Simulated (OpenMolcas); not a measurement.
**AlH3O (SMILES [OH][AlH2]): the energy, rung by rung**

The species is AlH3O (5 atoms), meant as a singlet with charge 0. As SMILES, `[OH][AlH2]`. Geometry: a GFN2-xTB relaxation, a rough one for these elements and not checked as a minimum.

```xyz
5

O     0.4668   -0.8405    0.5301
Al   -0.2293    0.4110   -0.2596
H     0.8711   -1.5660    0.9879
H    -1.1462    0.1480   -1.4573
H     0.0375    1.8474    0.1989
```

Each level gives the energy change with the O1–H3 bond stretched from 0.948 to 1.660 Å (eV). The values are calculated.

| level | kind | program | value (eV) | less FCI/STO-3G | CPU time (all runs) |
| --- | --- | --- | --- | --- | --- |
| HF/STO-3G (restricted) | Hartree–Fock | OpenMolcas | 5.84 | +1.93 | 3.2 s |
| SVWN5/STO-3G (restricted) | LDA | OpenMolcas | 4.16 | +0.25 | 8 s |
| PBE/STO-3G (restricted) | GGA | OpenMolcas | 3.91 | 0.00 | 10 s |
| r2SCAN/STO-3G (restricted) | meta-GGA | OpenMolcas | 4.29 | +0.38 | 11 s |
| B3LYP/STO-3G (restricted) | global hybrid | OpenMolcas | 4.27 | +0.36 | 8.8 s |
| PBE0/STO-3G (restricted) | global hybrid | OpenMolcas | 4.53 | +0.62 | 8.1 s |
| B2PLYP/STO-3G (restricted) | double hybrid | OpenMolcas | 4.48 | +0.57 | 7.9 s |
| MP2/STO-3G (restricted) | perturbation theory | OpenMolcas | 4.71 | +0.80 | 3.3 s |
| ACPF/STO-3G (restricted) | coupled cluster or CI | OpenMolcas | 3.66 | -0.25 | 3.5 s |
| FCI/STO-3G | exact in the basis | OpenMolcas | 3.91 | 0.00 | 29 s |

FCI/STO-3G is exact within its basis and frozen core, so for wave-function methods in that basis the difference is their error; functionals converge differently with the basis, so for them it is only a difference. Spin-restricted single references rise too steeply as a bond breaks, Hartree–Fock most of all. Perturbation and coupled-cluster corrections on them can overshoot downwards. The first shape isn't each level's own minimum. The values span 3.66 to 5.84 eV. All rows use very small basis sets, so even the best lies far from the true value. Times are those of the runs behind each value, whatever else they computed, on shared processors of several kinds: orders of magnitude only.

Stretching the O–H bond narrows the gap between its σ and σ* orbitals, so the doubly excited σ*² configuration gains weight in the singlet. A single closed-shell determinant cannot include it and retains too much ionic character, whereas FCI lets the electron pair separate left and right. Correlation therefore lowers the stretched geometry more than the starting one, bringing the rise from 5.84 eV in Hartree–Fock to 3.91 eV in FCI. MP2 recovers more than half of this difference but, at 4.71 eV, still treats as a perturbation what is becoming a near-degeneracy.

Among the functionals, the cleanest comparison is PBE with PBE0, where admixing exact exchange raises the value from 3.91 to 4.53 eV, probably because semilocal exchange mimics part of the left-right correlation. Exact exchange alone does not order the set, however: r2SCAN, which has none, lies marginally above B3LYP. PBE's agreement with FCI is no evidence of an accurate bond-breaking curve, and the energy at this one partial stretch is not a dissociation energy.
